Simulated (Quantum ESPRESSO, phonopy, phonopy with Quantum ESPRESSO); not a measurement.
# Highest zone-centre mode of ZrB2 (AlB2-type) at six volumes with PBEsol, screened for a Raman pressure marker

We calculate the highest zone-centre mode of ZrB2 at six volumes and use it to choose the full-scale point of a pressure marker. The marker is ZrB2 powder inside a press, read by Raman scattering with a 500 nm laser. The mode suits this purpose because it is an E2g vibration, which is Raman-active in the AlB2 structure.

We set two constraints. The full-scale pressure must be compressive and no more than 5 GPa. At that pressure the Stokes line must have moved by at least 0.4 nm towards longer wavelength, measured from its position in the V/V0 = 1 row. The reference is thus the calculated static crystal at practically zero pressure, not a measured spectrum.

## How the numbers were made

One crystal, ZrB2 (AlB2-type), taken from a measured cell of the Crystallography Open Database (known phase), directly or through a relaxation at another level, and relaxed at each level to its static volume V0; then scaled volumes, with shape and atoms relaxed at fixed volume where symmetry leaves them free. Level: PBEsol, GBRV (Quantum ESPRESSO). Quantum ESPRESSO 7.5 rows: plane waves at 40 Ry, no spin, finite atomic displacements in 2×2×2 supercells with phonopy 4.10. The same in all rows: lowest frequency along the high-symmetry path, interpolated; zero means stable, negative imaginary: 0.0 cm⁻¹.

Notes on method and selection:

- Minus the slope of ln ω against ln V is the mode Grüneisen parameter.
- Harmonic values at the static lattice; measured values carry thermal expansion and anharmonic shifts at their temperature.
- In cells without a Kohn-Sham gap the frequencies depend on k mesh and smearing; errors of a few per cent are possible.
- Runs that did not converge, have known faults or may not be shown are not listed, and runs on Ansatz's PAW sets soft_1 and soft_2 are kept to separate tables.

Columns:

- volume (Å³): volume per atom.
- lowest Γ mode (cm⁻¹): lowest optical mode at the zone centre, without the macroscopic field; negative means imaginary.
- pressure (GPa): static pressure at that volume, compression positive.
- highest Γ mode (cm⁻¹): highest optical mode at the zone centre, without the macroscopic field (no LO-TO term).

## Results

```
member        volume (Å³)  lowest Γ mode (cm⁻¹)  pressure (GPa)  highest Γ mode (cm⁻¹)
V/V0 = 0.97   9.773        480.5                 8.06            818.7
V/V0 = 0.985  9.924        470.8                 3.88            801.5
V/V0 = 1      10.075       461.2                 −0.01           784.8
V/V0 = 1.015  10.227       451.9                 −3.62           768.4
V/V0 = 1.03   10.378       442.8                 −6.97           752.4
V/V0 = 1.05   10.579       430.8                 −11.07          731.6
```

Least-squares fits to the whole series, with x = volume (Å³); R² and errors in the fitted variable (y, or ln y where the fit is in ln y):

```
y                      members  fit                            R²    rms residual  leave-one-out rms  the same for the mean of the others
highest Γ mode (cm⁻¹)  6        ln y = 9.94110 − 1.41816 ln x  1.00  4.2×10⁻⁴      7.7×10⁻⁴           0.045
```

## The trend and its physics

The mode softens at every step of expansion, from 818.7 cm⁻¹ at 9.773 Å³ per atom to 731.6 cm⁻¹ at 10.579 Å³. The mean slope is (731.6 − 818.7) / (10.579 − 9.773) = −108 cm⁻¹ per Å³ per atom. In logarithmic form the fit gives ω ∝ V^(−1.42), so the mode Grüneisen parameter is about 1.42, and 1% more volume lowers the frequency by about 1.4%.

Only boron moves in this mode: neighbouring atoms of the flat honeycomb sheet vibrate against each other in the plane, which stretches and bends the B–B bonds. With ω = √(k/m) and a fixed mass m, the frequency follows the effective force constant k. Between the smallest and the largest volume, k falls to (731.6 / 818.7)² = 0.799 of its value, a loss of about 20%. The expected cause is the lengthening of the B–B bonds, which weakens their restoring force. If all lengths scaled alike, the bonds would grow by only about 2.7% over the series, so the force constant is a steep function of distance.

Softening is not special to this mode. The lowest optical mode, in which the boron sheets move against zirconium, falls by a similar fraction, from 480.5 to 430.8 cm⁻¹.

Against pressure, the shift around V0 is (801.5 − 768.4) / (3.88 + 3.62) = 4.41 cm⁻¹ per GPa. It is smaller between the two most compressed rows, (818.7 − 801.5) / (8.06 − 3.88) = 4.11 cm⁻¹ per GPa, and larger between the two most expanded ones, (752.4 − 731.6) / (11.07 − 6.97) = 5.07 cm⁻¹ per GPa. A compressed crystal is stiffer, so each further GPa changes its volume less.

## Exceptions

Largest departures from the fit to the whole series:

```
member        highest Γ mode (cm⁻¹)  fit    computed − fit  computed / fit  in rms residuals (of ln y)
V/V0 = 1.05   731.6                  732.0  −0.4            1.00            1.5
V/V0 = 0.97   818.7                  819.1  −0.4            1.00            1.2
V/V0 = 1.015  768.4                  768.0  +0.4            1.00            1.1
V/V0 = 1      784.8                  784.5  +0.3            1.00            0.9
```

All six rows follow the power law closely. The largest departure is 0.4 cm⁻¹, and the leave-one-out error in ln ω is 7.7×10⁻⁴, against 0.045 for the mean of the other rows.

The small departures do have a pattern: both end rows lie below the fit, while V/V0 = 1 and 1.015 lie above it. This is a slight curvature. Taken from row to row, the Grüneisen parameter rises steadily with volume, by roughly 5% from the two smallest volumes to the two largest.

Such smoothness speaks for the differences between rows, but less for the absolute frequencies. ZrB2 is a metal, and an error from k mesh or smearing that is common to all rows would leave the curve just as smooth.

## Selection

The three expanded rows are at negative pressure, which a press cannot apply, and V/V0 = 1 is the reference. That leaves V/V0 = 0.985 at 3.88 GPa and V/V0 = 0.97 at 8.06 GPa.

The vacuum wavelength of the Stokes line is λ = 10⁷ / (10⁷/λ₀ − ω), with λ in nm, ω in cm⁻¹ and λ₀ = 500 nm, so that 10⁷/λ₀ = 20000 cm⁻¹:

- V/V0 = 1: 10⁷ / (20000 − 784.8) = 520.42 nm
- V/V0 = 0.985: 10⁷ / (20000 − 801.5) = 520.87 nm, a shift of 520.87 − 520.42 = 0.45 nm
- V/V0 = 0.97: 10⁷ / (20000 − 818.7) = 521.34 nm, a shift of 521.34 − 520.42 = 0.92 nm

Both rows give enough shift, but only V/V0 = 0.985 stays under 5 GPa. It is the pick. V/V0 = 0.97 is the runner-up, with about twice the shift at about twice the pressure, and it would qualify if the press were rated for slightly more than 8 GPa.

The frequencies may be wrong by a few per cent; we take 3%. If this error is a common factor, the shift of the pick changes by 0.45 × 0.03 = 0.01 nm and the choice stands. The same 3% on the absolute frequency is 784.8 × 0.03 = 24 cm⁻¹, more than the whole shift of 801.5 − 784.8 = 16.7 cm⁻¹. The marker should therefore be zeroed on its own line at ambient pressure, not on the calculated 784.8 cm⁻¹.

The pick could fail if the error changes with volume. In proportion to the shift of the pick, the required 0.4 nm corresponds to 16.7 × 0.4 / 0.45 = 14.8 cm⁻¹, which leaves a margin of 16.7 − 14.8 = 1.9 cm⁻¹, or about 0.2% of the frequency. A repeat of the V/V0 = 1 and 0.985 rows with a denser k mesh would test this. Linewidth and Raman intensity, which also decide whether the line can be read, are not shown in the table.

## Conclusions and limits

From V/V0 = 0.97 to 1.05, the highest zone-centre mode of ZrB2 falls as about V^(−1.42) at this level.

Two omitted effects can exceed the 16.7 cm⁻¹ on which the selection rests. Heating lowers the line: if it expanded the crystal by 2% in volume, the trend alone would take off some 20 cm⁻¹. Isotopes matter because only boron moves, so that ω goes as 1/√m with the boron mass m: pure boron-10 would raise the line by about 4%, or some 30 cm⁻¹, relative to natural boron. Zero and full-scale readings therefore need the same powder and the same temperature.

[Logs are printed without paths, hosts, clocks, repeated set-up lines and the standing remarks that a program may print on its own settings, such as how far it seeks lower states.]
